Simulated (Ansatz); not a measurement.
## GeSiH6 (SMILES [SiH3][GeH3]): methods side by side

The species is GeSiH6 (8 atoms), meant as a singlet with charge 0. As SMILES, `[SiH3][GeH3]`. The shape is that of a PBE0-D4/def2-TZVP optimisation.

Quantity: the electronic atomisation energy, in eV. The values are calculated. Electronic energies at fixed atoms, without zero-point motion or spin-orbit coupling.

| level | kind | program | value (eV) | CPU time (all runs) |
| --- | --- | --- | --- | --- |
| HF/cc-pVDZ | Hartree–Fock | Ansatz | 16.52 | 3 s |
| revPBE/cc-pVDZ | GGA | Ansatz | 20.75 | 8.8 s |
| r2SCAN/cc-pVDZ | meta-GGA | Ansatz | 21.73 | 20 s |
| PBE0/cc-pVDZ | global hybrid | Ansatz | 21.31 | 8.8 s |
| r2SCAN0/cc-pVDZ | hybrid meta-GGA | Ansatz | 21.65 | 21 s |
| wB97X/cc-pVDZ | range-separated hybrid | Ansatz | 21.90 | 32 s |
| PBE-QIDH/cc-pVDZ | double hybrid | Ansatz | 21.16 | 12 s |
| RPA@PBE/cc-pVDZ | RPA | Ansatz | 20.29 | 13 s |
| BCCD(T)/cc-pVDZ | coupled cluster or CI | Ansatz | 20.61 | 12 s |

All-electron rows without a relativistic Hamiltonian named are non-relativistic. Correlated wave functions underbind in double-zeta sets. The values span 16.52 to 21.90 eV. In the correlated wave-function rows the outer d shell of Ge is correlated, in sets not made for it. In so small a basis fixed costs decide the times, and correlated methods can beat functionals. CPU times are rough (shared hosts, several kinds of processor and program).

Hartree–Fock stands apart at 16.52 eV, while every method that includes correlation gives at least 20.29 eV. The reason is electron pairing: the separated atoms are open-shell, with parallel-spin valence electrons on Si and Ge that exchange already keeps apart, whereas the molecule holds opposite-spin pairs in its Si–H, Ge–H and Si–Ge bonds. Correlation therefore stabilises the molecule much more than the atoms, and a sizeable part of the binding is missing without it.

Among the correlated treatments, the share of exact exchange doesn't set the order. Adding it to r2SCAN lowers the value only slightly, and the range-separated hybrid gives the largest value of all. The differences probably reflect how each functional balances exchange and correlation between atoms and molecule. RPA lies lowest of this group, in line with its familiar tendency to underbind molecules.

Because the atomisation energy sums over all the bonds, it doesn't give the strength of the Si–Ge bond, which would require the energies of the silyl and germyl radicals.
